\section*{Rayleigh and Thomson limits from six oscillators}

I use atomic units ($\hbar=m=e=1$, $c=1/\alpha$, $r_e=1/c^2$), a fixed nucleus and $d\sigma/d\Omega=|M|^2$. For elastic dipole scattering by $N$ electrons of total momentum $\mathbf P$, the Kramers--Heisenberg--Waller amplitude is
\begin{equation}
M=-r_e\Big[N\,\boldsymbol\epsilon'^*\!\cdot\boldsymbol\epsilon-\sum_n\Big(\frac{(\boldsymbol\epsilon'^*\!\cdot\mathbf P)_{0n}(\boldsymbol\epsilon\cdot\mathbf P)_{n0}}{\omega_n-\omega}+\frac{(\boldsymbol\epsilon\cdot\mathbf P)_{0n}(\boldsymbol\epsilon'^*\!\cdot\mathbf P)_{n0}}{\omega_n+\omega}\Big)\Big],
\label{khw}
\end{equation}
with $\omega_n=E_n-E_0$. The first term comes from $A^2$, the sum from $\mathbf p\cdot\mathbf A$ taken twice. For a spherical ground state set $D=\sum_i z_i$ and $f_n=2\omega_n|D_{n0}|^2$, so $|(P_z)_{n0}|^2=\omega_nf_n/2$ and the bracket is $\boldsymbol\epsilon'^*\!\cdot\boldsymbol\epsilon\,[N-\sum_nf_n\omega_n^2/(\omega_n^2-\omega^2)]$. The Thomas--Reiche--Kuhn rule $N=\sum_nf_n$ then gives
\begin{equation}
M=r_e\,\boldsymbol\epsilon'^*\!\cdot\boldsymbol\epsilon\;\omega^2\sum_n\frac{f_n}{\omega_n^2-\omega^2}\equiv-r_e\,\boldsymbol\epsilon'^*\!\cdot\boldsymbol\epsilon\,F,\qquad\sigma=\sigma_T|F|^2,
\label{gen}
\end{equation}
where $\sigma_T=8\pi r_e^2/3=0.665$ b. At low frequency $F\to-\alpha_d\omega^2$ with $\alpha_d=\sum_nf_n/\omega_n^2$, hence $\sigma\to(8\pi/3)\alpha_d^2(\omega/c)^4$. At high frequency $F\to N$ and $\sigma\to N^2\sigma_T$.

Now the model of carbon: six distinguishable, independent electrons in the ground states of isotropic harmonic wells, $N_K=2$ at $\omega_K$ and $N_L=4$ at $\omega_L$. The operator $p_z$ reaches one level only, with $|z_{10}|^2=1/(2\omega_s)$, so $f=1$ and $|(p_z)_{10}|^2=\omega_s/2$. Directly from Eq.~(\ref{khw}),
\begin{equation}
F=\sum_sN_s\Big[1-\frac{\omega_s}{2}\Big(\frac1{\omega_s-\omega}+\frac1{\omega_s+\omega}\Big)\Big]=\frac{2\omega^2}{\omega^2-\omega_K^2}+\frac{4\omega^2}{\omega^2-\omega_L^2}.
\label{model}
\end{equation}
This is Eq.~(\ref{gen}) exactly, with $\sum f=6$, $\alpha_d=2/\omega_K^2+4/\omega_L^2$ and $F-6\to(2\omega_K^2+4\omega_L^2)/\omega^2$ far above both lines. I put $\omega_K$ at a typical K edge, 290 eV, and choose $\omega_L=16.2$ eV so that $\alpha_d$ reproduces the typical $11.3\,a_0^3$. At 2 eV the model gives 2.56 mb and the $\omega^4$ law 2.48 mb.

\textbf{Question.} Does a Coulomb atom obey the same law?

Yes. For hydrogenic $1s$, $\psi_1=-z(1+Zr/2)\psi_0/Z^2$ solves $(H_0-E_0)\psi_1=-z\psi_0$, so $\alpha_d=-2\langle\psi_0|z|\psi_1\rangle=9/(2Z^4)$. With $\mathrm{Ry}=1/2$,
\begin{equation}
\sigma\to\sigma_T(\alpha_d\omega^2)^2=\frac{81}{64}\,\sigma_T\Big(\frac{\omega}{Z^2\mathrm{Ry}}\Big)^4 .
\end{equation}
One oscillator gives $\sigma_T(\omega/\omega_s)^4$, the same limit if $\omega_s=\sqrt{8/9}\,Z^2\mathrm{Ry}=0.943\,Z^2\mathrm{Ry}$.

\textbf{Question.} Above the K edge, is $ka\ll1$ still true?

Only marginally. Beyond the dipole approximation the $A^2$ term carries the form factor $N(1-q^2\langle r^2\rangle/6)$, with $q^2=2k^2(1-\cos\theta)$ and $k=\omega/c$. The average of $\cos\theta$ over $1+\cos^2\theta$ vanishes, so to leading order
\begin{equation}
\delta_{\rm ret}=\Delta\sigma/(N^2\sigma_T)=-\tfrac23k^2\langle r^2\rangle .
\end{equation}
Each oscillator has $\langle r^2\rangle=3/(2\omega_s)$, and the mean per electron is $1.73\,a_0^2$.

\textbf{Question.} And absorption? Your $F$ is real.

A sharp line has no continuum. By the optical theorem $|\mathrm{Im}F|=k\sigma_{\rm abs}/(4\pi r_e)$, which adds $\delta_{\rm abs}=(\mathrm{Im}F)^2/N^2$. I insert typical photoabsorption cross sections, 0.2 Mb at 600 eV and 0.04 Mb at 1000 eV. With $36\sigma_T=23.9$ b and $\delta_{\rm disp}=F^2/36-1$ from Eq.~(\ref{model}), the model's numbers are:

\begin{center}
\begin{tabular}{ccccccc}
$\omega$ (eV) & $ka_0$ & $F$ & $\sigma_TF^2$ (b) & $\delta_{\rm disp}$ (\%) & $\delta_{\rm ret}$ (\%) & $\delta_{\rm abs}$ (\%)\\
600 & 0.16 & 6.61 & 29.1 & $+21$ & $-3$ & $+8$\\
1000 & 0.27 & 6.18 & 25.4 & $+6$ & $-8$ & $+1$
\end{tabular}
\end{center}

At 1000 eV retardation already outweighs dispersion, though each correction is below ten per cent. Binding falls as $\omega^{-2}$ and retardation grows as $\omega^2$, so $36\sigma_T$ holds in a narrow window. Near the edge the single line fails. Its pole is spurious, because real K strength is spread over a continuum, and the part lying above $\omega$ enters $F$ with negative sign.

\textbf{Question.} Carbon is a $^3P$ atom. Is it spherical?

No. Equation~(\ref{gen}) is then the scalar part of the dipole amplitude. The remaining parts come from the $\mathbf p\cdot\mathbf A$ terms and vanish at high frequency, so the Thomson limit survives.

\textbf{Question.} Would silicon reach $196\,\sigma_T$?

No. At its typical K edge, 1840 eV, $ka_0=0.49$, and a typical valence radius $a=2a_0$ gives $ka=1.0$. The dipole condition fails before the K electrons scatter as free ones.